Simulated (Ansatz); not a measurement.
**SiH2F− (SMILES F[SiH2-]): methods side by side**

SiH2F−: 4 atoms, total charge -1, spin state singlet. SMILES: `F[SiH2-]`. Geometry: relaxed at GFN2-xTB.

Quantity: the vertical detachment energy (to the doublet neutral), in eV. The values are calculated.

```
         level                    kind  program  value (eV)  less FCI/STO-3G  CPU time (all runs)
     HF/STO-3G            Hartree–Fock   Ansatz       -3.83            +0.43               0.13 s
   BLYP/STO-3G                     GGA   Ansatz       -3.74            +0.52                1.7 s
  BHLYP/STO-3G           global hybrid   Ansatz       -3.17            +1.09                1.6 s
  HSE06/STO-3G  range-separated hybrid   Ansatz       -3.37            +0.89                2.3 s
wB97M-V/STO-3G  range-separated hybrid   Ansatz       -3.29            +0.97                 25 s
 B2PLYP/STO-3G           double hybrid   Ansatz       -3.55            +0.71                  2 s
   CCSD/STO-3G   coupled cluster or CI   Ansatz       -4.19            +0.07               0.22 s
  CCSDT/STO-3G   coupled cluster or CI   Ansatz       -4.26             0.00               0.47 s
    FCI/STO-3G      exact in the basis   Ansatz       -4.26             0.00               0.45 s
```

FCI/STO-3G is exact within its basis and frozen core, so for wave-function methods in that basis the difference is their error; functionals converge differently with the basis, so for them it is only a difference. Sets without diffuse functions describe the anion poorly. The values span -4.26 to -3.17 eV. All rows use very small basis sets, so none should be taken for the real molecule's value. Times are those of the runs behind each value, whatever else they computed, on shared processors of several kinds: orders of magnitude only.

Every method places the neutral below the anion, whereas silyl anions are known to bind their extra electron, in a lone pair largely on silicon. The negative sign is therefore most likely an artefact of the minimal basis, whose compact functions cannot let that lone pair expand, and is no evidence of spontaneous detachment.

Correlation moves the value from -3.83 eV in Hartree–Fock to -4.26 eV in FCI, thus favouring the neutral. Normally the anion, with its additional electron pair, would gain more. Here the few antibonding virtual orbitals probably restrict its correlation, while the vacancy in the neutral's lone-pair orbital opens further configurations. CCSD recovers most of the shift, and triples close the remaining gap to the printed precision.

The functionals all lie above Hartree–Fock, perhaps because their correlation terms are not limited by the virtual space in the same way. Their distance from FCI therefore doesn't rank them for the real anion.
